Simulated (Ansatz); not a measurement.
Ta2O: energy above lowest point and pressure against volume per atom

Results calculated with Ansatz 0.2.0 development build, not measured. Equation of state of a cubic crystal from periodic Kohn-Sham density functional theory without spin; pressure corrected for the finite basis.

Cell of the first row (space group Fm-3m, No. 225):
```
cell vectors (Å)
   0.0000     2.7659     2.7659
   2.7659     0.0000     2.7659
   2.7659     2.7659     0.0000
atoms (fractions of the cell vectors)
Ta  0.25000  0.25000  0.25000
Ta  0.75000  0.75000  0.75000
O   0.00000  0.00000  0.00000
```

Settings of every row: formula Ta2O; structure type antifluorite; functional PBE; spin treatment none; k mesh 33x33x33; occupation method fermi-dirac; occupation width 0.061225619 eV; wave cutoff 420 eV; datasets soft-1 PAW; density cutoff ratio 4.

Limits: a cubic model structure, not a phase known at ambient conditions; no spin-orbit coupling, which can matter with elements this heavy.

| row | volume per atom (Å³) | energy above lowest point (meV/atom) | pressure (GPa) |
| --- | --- | --- | --- |
| 1 | 14.107 | 31.25 | 11.94 |
| 2 | 14.407 | ? | ? |
| 3 | 14.707 | 2.96 | 3.44 |
| 4 | 15.008 | 0 | -0.218 |
| 5 | 15.308 | 3.56 | -3.53 |
| 6 | 15.608 | 13.03 | -6.528 |
| 7 | 15.908 | 27.84 | -9.241 |

Question: what energy above lowest point and pressure should row 2 give?

Worked fit of energy above lowest point. Take u = (V_r/V)^(2/3) − 1 with V_r = 15.158 Å³ an atom, which is twice the finite (Eulerian) strain; such expansions in the strain, on which the Birch-Murnaghan equation of state is built, carry the rest volume and the bulk modulus. The shown rows have u = 0.04907, 0.02034, 0.00665, -0.00654, -0.01931, -0.03168. Least squares give energy above lowest point = 1.008 − 272.8 × u + 18119.7 × u² meV/atom; a straight line predicts inner rows, each left out in turn, worse (root mean square 12 against 0.0073 meV/atom). The rows lie off it by 0.00, 0.00, 0.00, -0.01, 0.00, 0.00. Its lowest point lies at u = 0.0075, or V = 14.99 Å³ an atom, and the curvature there gives the bulk modulus at fixed shape and fractions, B = (4/9)(1 + u)² E″(u)/V = 175 GPa. The withheld row has u = 0.03446, so the fit gives 1.008 − 272.8 × (0.03446) + 18119.7 × (0.03446)² = 13.12 meV/atom.

The calculation gave 13.13 meV/atom. The fit lies 0.01 meV/atom (0.032 % of the column's range) below it, one unit of the last digit.

Worked fit of pressure. Take u = (V_r/V)^(2/3) − 1 with V_r = 15.158 Å³ an atom, which is twice the finite (Eulerian) strain; such expansions in the strain, on which the Birch-Murnaghan equation of state is built, carry the rest volume and the bulk modulus. The shown rows have u = 0.04907, 0.02034, 0.00665, -0.00654, -0.01931, -0.03168. Least squares give pressure = −1.9201 + 251.123 × u + 637.21 × u² GPa; a straight line predicts inner rows, each left out in turn, worse (root mean square 0.43 against 0.011 GPa). The rows lie off it by 0.003, -0.011, 0.004, 0.005, 0.004, -0.005 (root mean square 0.0059 GPa). The pressure vanishes at u = 0.0075, or V = 14.99 Å³ an atom, and there the bulk modulus at fixed shape and fractions is B = −V dP/dV = (2/3)(1 + u) dP/du = 175 GPa. The withheld row has u = 0.03446, so the fit gives −1.9201 + 251.123 × (0.03446) + 637.21 × (0.03446)² = 7.490 GPa.

The calculation gave 7.481 GPa. The fit lies 0.009 GPa (0.042 % of the column's range) above it; its largest miss of a shown row is 0.011 GPa.
